Q: I have the computed excitations for ten ammonia-borane adducts, H3N-BH2X plus H3N-BF3. Is there a rule for where the first absorption falls?

PySCF 2.14.0 with density fitting, CAM-B3LYP/def2-SVPD in the gas phase at PBE0-D3(BJ)/def2-SVP geometries. The group *[NH3+] is bonded to B of each carrier (SMILES, * marks the bond). Vertical excitations with frozen core orbitals: TDDFT for singlets, Tamm-Dancoff for triplets; the brightest singlet is the one with the largest f among the ten sought.

```
        carrier  formula  atoms on the carrying B  point group  torsion about that bond, heaviest neighbours (°)  S1 (eV)  f(S1)  leading pair of S1  T1 (eV)  S1 less T1 (eV)  brightest singlet (eV)  its f  HOMO-LUMO gap (eV)
   *[BH2-]B(O)O  B2H7NO2                    B H H           C1                                                39     6.04  0.016        HOMO to LUMO     5.85             0.19                    8.22   0.07                8.89
*[BH2-]C(F)(F)F  CH5BF3N                    C H H           Cs                                                59     7.35  0.012        HOMO to LUMO     7.21             0.14                   10.18   0.11               10.37
      *[BH2-]CO   CH8BNO                    C H H           C1                                                34     6.20  0.011        HOMO to LUMO     6.00             0.20                    8.17   0.06                9.10
     *[BH2-]C=C   C2H8BN                    C H H           C1                                                59     6.06  0.115        HOMO to LUMO     4.24             1.82                    7.09   0.15                8.53
      *[BH2-]Cl   BClH5N                   Cl H H           Cs                                                59     6.15  0.000        HOMO to LUMO     6.06             0.09                    6.94   0.08                8.89
   *[B-](F)(F)F   BF3H3N                    F F F           C3                                                55     9.02  0.091      HOMO-1 to LUMO     8.73             0.29                    9.02   0.09               12.16
       *[BH2-]N    BH7N2                    H H N           Cs                                                58     5.67  0.075        HOMO to LUMO     5.32             0.35                    5.67   0.07                8.40
      *[BH2-]OC   CH8BNO                    H H O           C1                                                53     6.09  0.022        HOMO to LUMO     5.94             0.15                    7.42   0.07                8.90
       *[BH2-]O    BH6NO                    H H O           C1                                                54     6.18  0.019        HOMO to LUMO     6.02             0.16                    8.83   0.09                9.08
 *[BH2-]O[SiH3]  BH8NOSi                    H H O           Cs                                                59     5.88  0.004        HOMO to LUMO     5.79             0.09                    7.30   0.08                8.69
```

A: Ask first where the electron comes from and where it goes. I name each row by X, and the last adduct BF3. S1 and T1 are the lowest singlet and triplet, f is the oscillator strength, and the leading pair names the orbitals that dominate S1. Across the rows the HOMO of these CAM-B3LYP runs moves by 4.29 eV and the LUMO by only 0.54 eV. BF3 and CF3 make much of that contrast: without them the ranges are 0.99 and 0.50 eV. So the substituent mainly sets the depth of the hole, and the electron seems to go to much the same place each time. For OH, OMe and CH2OH the populations put the LUMO mainly on boron and the NH3 end, and the largest share of the HOMO on oxygen. Over all ten rows the LUMO falls as the dipole grows (correlation −0.94), as an orbital at the positive end should. Every LUMO has positive energy, so its value hangs on the diffuse functions of the basis.

Q: Why is S1 some 3 eV below the HOMO-LUMO gap?

A: With part exact exchange, the empty orbital is computed partly as if an extra electron were added. The excited electron leaves a hole that attracts it, and the response equations put that attraction back. For a single pair i → a with orbital gap Δε:

T ≈ Δε − J′
S ≈ Δε − J′ + 2K

J′ is the electron-hole attraction scaled by the share of exact exchange, K is the exchange integral of the overlap density φiφa, and smaller semilocal terms are dropped. That share nears 0.65 at long range, and 0.65 times the Coulomb energy of two unit charges 3 Å apart is about 3 eV, a rough size only. A common acceptor and skeletons of like size make J′ nearly constant, so

S1 = gap − c, T1 = gap − c′

I took c and c′ as means over the eight rows where HOMO to LUMO leads both states, leaving out vinyl and BF3. They are 2.84 and 3.02 eV, with rms deviations of 0.09 and 0.10 eV. The gap is built into the calculation, so this tests only that the correction is constant. The scatter exceeds the rounding of 0.01 eV, but TDDFT is typically uncertain by a few tenths of an eV, and I wouldn't trust the order of the seven S1 values between 5.88 and 6.20 eV.

Q: Which row breaks the rule?

A: Vinyl, plainly. Its T1 lies 1.27 eV below the rule, twelve times the scatter, and its S1 lies 0.38 eV above, four times the scatter. A least-squares line with free slope through the same eight rows leaves both breaks standing. The triplet's make-up shows that the state has changed: HOMO to LUMO+1 leads with weight 0.49, the S1 pair has only 0.18, and the second triplet carries 0.70 of that pair. The 1.82 eV under "S1 less T1" therefore compares two different states. The standard cause is the alkene ππ* triplet. π and π* occupy the same two carbons, so the attraction J′, helped by the semilocal terms dropped above, is stronger than for a diffuse acceptor and pulls the triplet down. K is large too, and it keeps the matching singlet high. I assign that character from known alkene physics, while the numbers show only the change of pair.

Q: Can you say where the ordinary triplet of vinyl should have been?

A: I tried to predict it from the brightness of S1, and the prediction fails. The idea is that K and the transition dipole μ come from the same overlap density: K is its self-repulsion and μ its dipole. A bright S1 should go with a wide splitting. With ω the S1 energy in hartree, |μ|² = 3f/(2ω) in atomic units. A least-squares line through the nine rows whose S1 and T1 share a leading pair gives

S1 − T1 = 0.110 eV + 0.446 eV × |μ|²

with an rms deviation of 0.03 eV. For vinyl, which was not in the fit:

ω = 6.06/27.21 = 0.2227
|μ|² = 3 × 0.115/(2 × 0.2227) = 0.775
S1 − T1 = 0.110 + 0.446 × 0.775 = 0.46 eV

That would put the same-pair triplet near 6.06 − 0.46 = 5.60 eV. The run has this state as its second triplet, with weight 0.70 on HOMO to LUMO, and it lies slightly above S1, so the estimate is at least 0.46 eV too low. The formulas for a single pair put T below S, so they don't describe vinyl. Mixing is the likely reason: T1 holds 0.18 of the HOMO to LUMO pair and the second triplet 0.15 of HOMO to LUMO+1, and such mixing pushes the upper state up. The Tamm-Dancoff step, used only for the triplets, may add to that. S1 may also borrow intensity from ππ*, which would make |μ|² overstate K, but that is an untested guess.

A wide splitting therefore can't explain why the S1 of vinyl lies above the rule: the same-pair triplet lies above its own rule too, by over half an eV. The line was also weak ground for a prediction. Vinyl lies beyond NH2, the fitted row with the largest |μ|², and the slope leans on NH2 and BF3: without them the correlation drops from 0.94 to 0.67.

Q: Do the small splittings mean anything? And is the dark S1 of Cl forbidden?

A: Their order means more than their size. Full TDDFT singlets are paired with Tamm-Dancoff triplets, and the Tamm-Dancoff step usually raises a state, so the splittings are probably too small and the intercept has no physical reading. A wide splitting fits with the S1 of NH2 lying above the rule, since 2K raises the singlet. It can't explain a triplet, because K doesn't enter T. Cl has the highest T1 residual, 0.19 eV, which points to a weaker J′ and not to its narrow splitting. Cs symmetry forbids no singlet transition from a closed shell, so f = 0.000 with a 0.09 eV splitting points to small overlap. CH2OH and B(OH)2 lie 0.06 and 0.03 eV above the line, and their triplets have only about three quarters of the leading pair. They are also the two twisted rows (torsions of 34° and 39°), with NH···O contacts near 2.0 and 2.3 Å. A link between contact, mixing and splitting is a guess, and with one conformer per row substituent and shape can't be separated.

Q: BF3 excites from HOMO-1. Is that a second break?

A: Not a firm one. Its S1 is 0.30 eV below gap − c, and the change of pair has the wrong sign for that: HOMO-1 lies no higher than the HOMO, which can only raise the prediction. CF3, in the fit, also falls 0.17 eV low. The free slope for S1 is 0.85, and 0.78 without CF3 over a narrow range, so the correction grows as the hole deepens. Against that line BF3 lies 0.16 eV high, the sign that a deeper donor orbital gives. Its T1 doesn't share that sign: it lies 0.41 eV below the rule and still 0.11 eV below its own free-slope line. The run lists HOMO-1 below the HOMO, and counting the gap from there raises every prediction. That can shrink only the 0.16 eV, while the other three misses grow, so a deeper donor doesn't account for BF3 as a whole. An S1 residual that changes sign with the model marks the limit of a constant c. My guess at the cause of the drift is that deeper holes are more compact or nearer the nitrogen end.

Q: You describe a diffuse acceptor. Why not subtract a fixed Rydberg term from the ionisation energy?

A: The picture fits in kind. The computed vertical ionisation energy less S1 corresponds to an effective quantum number near 2 (1.8 to 2.1), usual for a 3s-like Rydberg state. As a rule it is worse, with rms 0.29 eV on the same eight rows, or 0.19 eV without CF3, whose cation hole is in HOMO-1 while S1 leaves the HOMO. The term is largest for BF3, CF3 and Cl, the three rows with dipoles above 6 D, where the field at the NH3 end probably binds the electron more; the gap carries that shift through the LUMO. Such states are sensitive to the incomplete long-range exchange and to the basis. The brightest singlet is more fragile still: only ten singlets were sought, and that of OH lies 0.26 eV above −HOMO, the ionisation threshold of TDDFT.

Q: What should I expect for related compounds?

A: A saturated X should follow the rule, with S1 high where the HOMO lies deep, as with CF3, and low where it lies high, as with NH2. A group with its own low π* (aryl, alkynyl, acyl) can break T1 as vinyl does, though by less where the group's own triplet lies higher. An acyl group would add an nπ* state that can take over S1 too, dark and with a modest splitting, since n and π* overlap little. With a semilocal functional J′ vanishes and S1 falls close to the much smaller gap. In solution the diffuse states are confined and shift up or fade, while the local ππ* triplet should move little. All the energies here are vertical, at one geometry each and without vibrational averaging, so a measured band can start lower, and a dark S1 such as that of Cl can gain some intensity.
